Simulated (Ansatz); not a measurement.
FeO: the change of pressure and energy less free atoms with volume per atom

All results are calculated (Ansatz 0.2.0). Periodic Kohn-Sham DFT of a crystal at fixed atoms; pressure and stress are positive in compression; the energy is the free energy less that of spherical unpolarised free atoms; site moments are those in the method's own spheres, positive along +z.

Cell of the first row (space group Fm-3m, No. 225):
```
CELL_PARAMETERS angstrom
0.00000 2.11130 2.11130
2.11130 0.00000 2.11130
2.11130 2.11130 0.00000
ATOMIC_POSITIONS crystal
Fe 0.00000 0.00000 0.00000
O 0.50000 0.50000 0.50000
```

Settings of every row: method all-electron LAPW; functional PBE; relativity scalar; k mesh 16x16x16; filling fermi-dirac; smearing width 0.08 eV; basis error target 1 meV/atom; nucleus gaussian.

Atom:
| element | start moment (bohr magneton) |
| --- | --- |
| Fe | 3 |
| O | 0 |

Limits: semilocal functional can close the gap of open d or f salts; with one magnetic atom in the cell only parallel moments are possible.

| row | volume per atom (Å³) | pressure (GPa) | energy less free atoms (eV/atom) | cell moment (bohr magneton) |
| --- | --- | --- | --- | --- |
| 1 | 9.412 | 12.763 | -7.8752 | 3.99 |
| 2 | 9.707 | 5.9 | -7.8922 | 3.997 |
| 3 | 10.007 | -0.084 | -7.8975 | 3.999 |
| 4 | 10.307 | ? | ? | ? |
| 5 | 10.608 | -9.453 | -7.8786 | 4.003 |

Question: what pressure and energy less free atoms should row 4 give?

Worked fit of pressure. Take u = (V_r/V)^(2/3) − 1 with V_r = 9.857 Å³ an atom, which is twice the finite (Eulerian) strain; such expansions in the strain, on which the Birch-Murnaghan equation of state is built, carry the rest volume and the bulk modulus. The shown rows have u = 0.03128, 0.01028, -0.01002, -0.04777. Least squares give pressure = 2.7875 + 294.15 × u + 793.34 × u² GPa; a straight line predicts inner rows, each left out in turn, worse (root mean square 0.78 against 0.0097 GPa). The rows lie off it by -0.002, 0.005, -0.004, 0.001 (root mean square 0.0034 GPa). The pressure vanishes at u = -0.0097, or V = 10 Å³ an atom, and there the bulk modulus at fixed shape and fractions is B = −V dP/dV = (2/3)(1 + u) dP/du = 184 GPa. The withheld row has u = -0.02932, so the fit gives 2.7875 + 294.15 × (-0.02932) + 793.34 × (-0.02932)² = -5.155 GPa.

The calculation gave -5.164 GPa. The fit lies 0.009 GPa (0.041 % of the column's range) above it; its largest miss of a shown row is 0.005 GPa.

Worked fit of energy less free atoms. Take u = (V_r/V)^(2/3) − 1 with V_r = 9.857 Å³ an atom, which is twice the finite (Eulerian) strain; such expansions in the strain, on which the Birch-Murnaghan equation of state is built, carry the rest volume and the bulk modulus. The shown rows have u = 0.03128, 0.01028, -0.01002, -0.04777. Least squares give energy less free atoms = −7.89624 + 0.2601 × u + 13.176 × u² eV/atom; a straight line predicts inner rows, each left out in turn, worse (root mean square 0.013 against 5.6e-05 eV/atom). All shown rows lie on it to the printed digit. Its lowest point lies at u = -0.0099, or V = 10 Å³ an atom, and the curvature there gives the bulk modulus at fixed shape and fractions, B = (4/9)(1 + u)² E″(u)/V = 184 GPa. The withheld row has u = -0.02932, so the fit gives −7.89624 + 0.2601 × (-0.02932) + 13.176 × (-0.02932)² = -7.8925 eV/atom.

The calculation gave -7.8924 eV/atom. The fit lies 0.0001 eV/atom (0.45 % of the column's range) below it, one unit of the last digit.

The other values of row 4: cell moment 4.001 bohr magneton.
